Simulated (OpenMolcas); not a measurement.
SiH3OF: a line through the functionals

The species is SiH3OF (6 atoms), meant as a singlet with charge 0. SMILES: `O[SiH2]F`. The shape is that of a PBE0-D4/def2-TZVP optimisation. This is one conformer, not always the lowest.

The vertical energy of the triplet above the singlet y, in eV, basis aug-cc-pVDZ; a is the functional's share of exact exchange. Programs: OpenMolcas 26.06.

```
functional     program     a  y (eV)
       PBE  OpenMolcas     0    6.91
      BLYP  OpenMolcas     0    6.96
     B3LYP  OpenMolcas   0.2       ?
      PBE0  OpenMolcas  0.25    7.48
     BHLYP  OpenMolcas   0.5    7.78
```

Fit y = c + s·a to the known rows and predict B3LYP.


1. Means of the 4 rows: a = 0.1875, y = 7.283.
2. Σ(Δa)² = 0.17188, Σ(Δa·Δy) = 0.29813, so the slope is 0.29813/0.17188 = 1.7345.
3. Intercept: 7.283 − (1.7345) × 0.1875 = 6.958. The largest residual of the fit is 0.088.
4. B3LYP: 6.958 + (1.7345) × 0.2 = 7.30 eV.

The run gave 7.44 eV, so the prediction is off by -0.14 eV, more than the largest residual.

The singlet-triplet gap widens with the share of exact exchange, but the increase is not linear. It is steep between the semilocal functionals and the hybrids with a modest share, then flattens towards BHLYP. PBE0 already lies above the fitted line and BHLYP below it, so the underestimate for B3LYP looks like curvature that a straight line cannot follow, rather than a peculiarity of that functional.

The gap is large throughout because fluorosilanol is saturated and has no low-lying π* orbital. The promoted electron probably leaves an oxygen lone pair for an antibonding σ* orbital with some diffuse character. Exact exchange likely widens the gap by stabilising the compact lone pair more than the spread-out orbital that receives the electron.

PBE and BLYP nearly coincide, so the choice of semilocal functional matters much less here than the admixture of exact exchange. The share is thus a useful guide to the direction of the shift, but the quality of the fit says nothing about which functional comes closest to the true gap.
